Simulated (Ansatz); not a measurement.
Theory: DFT PBE, scalar-relativistic, plane waves, PAW in Ansatz. Settings: cutoff 420 eV, Γ-centred meshes spaced at most about 0.3 Å⁻¹, and about 0.25 Å⁻¹ or finer for metals (2π included), Gaussian smearing. No spin polarisation in the final relaxations.

Temperature and zero-point effects are left out.

Two relaxed structures of Ti3W2:

A. Space group P-3m1 (No. 164), trigonal, a = 2.836 Å, c = 24.066 Å. Ti on its first site has 9 Ti at 2.84–2.86 Å and 3 W at 2.93 Å; Ti on its second site has 9 Ti at 2.84–2.87 Å and 3 W at 2.92 Å; Ti on its third site has 12 Ti at 2.84–2.96 Å; W on its first site has 9 W at 2.84–2.92 Å and 3 Ti at 2.92 Å; around W on its second site lie 9 W at 2.84–2.92 Å and 3 Ti at 2.93 Å.

B. Space group I4/mmm (No. 139), tetragonal, a = 3.149 Å, c = 16.863 Å. Ti on a site of symmetry 4/mmm is surrounded by 8 Ti at 2.87 Å, 4 Ti at 3.15 Å and 2 W at 3.45 Å; Ti on a site of symmetry 4mm is surrounded by 4 W at 2.76 Å, 4 Ti at 2.87 Å, 4 Ti at 3.15 Å, 1 W at 3.17 Å and 1 Ti at 3.63 Å; around W lie 4 W at 2.71 Å, 4 Ti at 2.76 Å, 4 W at 3.15 Å, 1 Ti at 3.17 Å and 1 Ti at 3.45 Å.

Question: Which is lower in energy, and by how much?

Answer: B is lower, by 237 meV/atom. A has Ti and W ordered on hcp sites, space group P-3m1 (No. 164), 16.8 Å³/atom and no gap on its mesh; B has Ti and W ordered on bcc sites, space group I4/mmm (No. 139), 16.7 Å³/atom and no gap. Counting all near atoms (those within 1.25 times the shortest distance at each site; a plus sign parts nearer from farther groups; a slash parts the counts of unlike sites), A has Ti 12, W 12 and B has Ti 13/14, W 8+5. Both come from invented guesses.

These runs have no spin–orbit coupling, which can matter for W. Cells relaxed within their symmetry can be saddle points.

The bcc-based order B lies 237 meV/atom below the hcp-based A, although their volumes are nearly equal, so packing density doesn't explain the preference. The likely cause is d-band filling. Titanium alone favours hcp at low temperature, but tungsten brings the average valence electron count close to that of the vanadium group, where bcc is favoured because the bonding d states below its pseudogap are well filled. The shortest W–W contacts fit this picture: they contract from 2.84 Å in A to 2.71 Å in B, which suggests stronger directional d bonding, though over fewer close neighbours.

The ordering agrees with tungsten's known role as a stabiliser of the bcc phase of titanium. It doesn't make B a stable compound: the Ti–W system is known for bcc solid solutions and a tendency to unmix, not for intermetallics, and neither structure is compared here with separate hcp titanium and bcc tungsten.
